## Question

The molecule Al–Al–H is taken in a linear shape. It has seven valence electrons: three σ pairs (a lone pair on the outer Al, the Al–Al bond and the Al–H bond) and one unpaired π electron. The table gives the error in its total energy at eight levels of theory. The reference is CCSDT(Q), coupled cluster with single, double and triple excitations and an estimate of the quadruples. A positive error means an energy above that reference, in the same basis.

Total-energy errors against CCSDT(Q) for linear, neutral Al2H (doublet), computed with Ansatz 0.2.0 and AFQMC afq 1 (own program). All levels use the aug-cc-pVDZ basis, a UHF determinant and the PBE0/def2-TZVP geometry, with the neon-like Al cores frozen and seven electrons correlated.

| level | this level less the reference (CCSDT(Q), same basis) (meV) | statistical noise, one standard error (meV) |
| --- | --- | --- |
| HF | 3754.9 | 0.000 |
| MP2 | 1125.1 | 0.000 |
| CCSD | 187.9 | 0.000 |
| CCSD(T) | 53.0 | 0.000 |
| CCSDT | 8.3 | 0.000 |
| ph-AFQMC/HF | 51.6 | 19.300 |
| ph-AFQMC/CISD | 16.3 | 4.100 |
| released AFQMC | -0.2 | 2.900 |

(a) MP2 and CCSD both treat double excitations. Why does MP2 still leave so large an error?

(b) CCSD(T) and CCSDT both include triple excitations. Explain why CCSD(T) lags behind, and estimate its error from the HF, MP2, CCSD and CCSDT rows alone.

(c) The last three rows come from auxiliary-field quantum Monte Carlo (AFQMC). What do they say about the choice of trial wavefunction, and how firmly do they support the reference?

## Model answer

**(a) One pass with the wrong price.** The orders of magnitude come first. HF misses about 4 eV, MP2 about 1 eV, CCSD 0.2 eV, CCSD(T) 0.05 eV and CCSDT 0.01 eV. MP2 and CCSD work with the same double excitations. CCSD adds single excitations, but their contribution is usually much smaller, so most of the gap of nearly 1 eV should come from how the doubles are treated.

MP2 makes a single pass. It lets each double excitation mix into the HF determinant and divides the squared coupling by the energy cost of the excitation. As cost it takes the bare difference of HF orbital energies. That price is too high, because an empty HF orbital is computed in the field of all the electrons, as if no electron had left its place. A promoted electron in fact leaves a hole behind and is attracted to it.

The argument can be put into a formula. Let $n$ electrons be promoted, each across an orbital gap $\Delta$, and let every Coulomb interaction between two of the orbitals concerned have the same size $J$. There are $n^2$ attractions between electrons and holes. Against them stand $n(n-1)/2$ repulsions among the promoted electrons and as many among the holes. With exchange left out, the cost is

$$n\Delta - n^2J + n(n-1)J = n(\Delta - J).$$

A single pass divides by $n\Delta$ where it should divide by $n(\Delta-J)$. As long as the coupling is weak compared with the true cost, it therefore recovers only the share

$$s = \frac{\Delta - J}{\Delta} = 1-\frac{J}{\Delta}$$

of the energy. CCSD solves for its amplitudes repeatedly, so that the excitations feel one another, and in this way it includes the lowered cost.

The shortfall is large when $\Delta$ is small, and aluminium provides small gaps. Its 3p shell is mostly empty and lies not far above the 3s pair, much as 2p lies above 2s in beryllium. In this molecule the four π-type 3p orbitals of the two Al atoms hold one electron between them, so the σ pairs have low-lying places to go. This assignment to the 3p orbitals is an argument from the electronic structure of aluminium; the total energies alone don't prove it.

**(b) The same fault one rank higher.** The step from CCSD to CCSDT shows that triple excitations are worth 179.6 meV. The (T) correction finds only 134.9 meV of this, about three quarters. It is again a single pass: it computes the triples once, from the finished CCSD amplitudes, and divides by bare orbital-energy differences.

The share $s$ derived above doesn't contain $n$. Three promoted electrons have more attractions to gain than two, but also more repulsions to pay for and a larger bare cost, and in this simple picture the ratio stays the same. The share that MP2 recovers of the doubles should then also be the share that (T) recovers of the triples. It can be read from the first three rows, with CCSD as the measure of the full doubles:

$$s = \frac{3754.9-1125.1}{3754.9-187.9} = \frac{2629.8}{3567.0} = 0.737.$$

Applied to the full triples, this gives

$$0.737 \times (187.9-8.3)\ \text{meV} = 132.4\ \text{meV},$$

and the predicted error of CCSD(T) is

$$187.9 - 132.4 = 55.5\ \text{meV}.$$

The computed error is 53.0 meV. The CCSD(T) row didn't enter the estimate, and no constant was fitted. Had the single pass caught all the triples, the error would have been 8.3 meV, so the estimate gives the right size for the distance between CCSD(T) and CCSDT. That supports the explanation without proving it.

Agreement this close is better than the derivation deserves. Equal Coulomb interactions and no exchange are rough assumptions, and (T) omits a second effect as well: in CCSDT the triples act back on the doubles. The same calculations show that this happens, for the largest double amplitude grows by about 18 % from CCSD to CCSDT. The formula doesn't separate this feedback from the lowered cost, and one molecule can't show how the 44.7 meV shortfall divides between them.

**(c) The trial and the constraint.** AFQMC represents the wavefunction by many random walkers, whose phases would drown the signal in noise if left alone. The phaseless method (ph-AFQMC) holds them in check by comparing each walker with a trial wavefunction. Theory says that this constraint does no harm if the trial is exact and biases the energy otherwise. The HF trial is a single determinant. In a CISD wavefunction of this molecule that determinant carries about 85 % of the weight, and the CISD trial supplies much of what the single determinant lacks.

With the CISD trial the error is 16.3 ± 4.1 meV, four standard errors from zero, so a real bias remains. With the HF trial it is 51.6 ± 19.3 meV. The second value is larger, as theory leads one to expect, but the difference of 35 ± 20 meV is less than two standard errors. The table therefore suggests that the better trial reduces the bias without establishing it.

The noise speaks more clearly. It is nearly five times smaller with the CISD trial, whereas the greater number of steps in that run would explain a factor of only 1.25, if the steps were equally long and the samples independent. The main reason is standard: the closer the trial is to the true state, the less the energy varies from walker to walker, and for an exact trial it wouldn't vary at all.

In the last row the walk starts under the constraint of the CISD trial and is then set free. Its error falls from 14.4 meV at the first reading to 5.7 meV at the last but one and −0.2 ± 2.9 meV at the last. This is the direction expected when a bias is removed, but the readings hadn't levelled off when the walk ended. Besides, the molecule was admitted to the table only because CCSDT(Q) and the released walk agreed within a few tens of meV, so rough agreement was built into the choice. The final match speaks against a large error in the reference, but it doesn't confirm the reference to a few meV.

## Remarks on the reasoning

**Equal errors needn't have equal causes.** A tempting answer to (c) notes that ph-AFQMC/HF and CCSD(T) both miss by about 50 meV and concludes that they fail alike. One error comes mostly from treating triples in a single pass, the other from a constraint on random walkers. With a noise of 19 meV the second could easily have come out at 30 or 70 meV. The match carries no information.

**Where the formula stops.** The share $s$ holds only while the coupling is weak compared with the true cost of the excitation. When a bond is stretched while both electrons of its pair are kept in one orbital, the gap closes, and the single pass divides by a number close to zero and overshoots instead. Here both single-pass levels fall short, as one expects on the safe side of that boundary. In a related molecule, low empty p orbitals next to filled s pairs would be a reason to check whether MP2 and (T) again recover too little.

**What a diagnostic can tell.** The $T_1$ diagnostic, which measures the weight of single excitations in CCSD, is about 0.03 here. Together with the determinant weight it signals moderate correlation. Neither number says in which direction CCSD(T) will err, or by how many meV. Comparing the MP2 and CCSD correlation energies said more in this case, because, if the reasoning in (b) is right, it measures the same fault one rank lower. A single molecule doesn't make that a rule.

**The starting determinant.** The HF solution used here is a saddle point, so a lower one exists, and the outputs don't say whether that one describes the same electronic state. The errors of HF and MP2 therefore belong to this particular determinant, and to a lesser degree so do those of the coupled-cluster levels. It also contains a little of the wrong spin, about 1 % if the admixture is a quartet. Such an admixture is known to slow the convergence of perturbation theory, and it may account for a small part of the MP2 error. That is a guess, since only a calculation from a spin-pure determinant could test it.

**How good is the reference?** The 8.3 meV error of CCSDT is simply the (Q) correction, because the reference is CCSDT(Q). That correction is itself a single pass. The picture in (b) would make it somewhat too small, but (Q) is known to overshoot in many molecules, so the sign of its error is open here. A full treatment within a small set of orbitals lowers the energy by less than 1 meV more. The order of the coupled-cluster rows is therefore safe, while the last few meV of the CCSDT error are not.

**Use in electronics.** Al–H and Al–Al bonds are broken and formed when aluminium contacts are grown from alane precursors. The energies that matter there are differences between molecules, in which part of these errors cancels. The table shows how large an error each level brings into such a difference, but not how much of it survives.
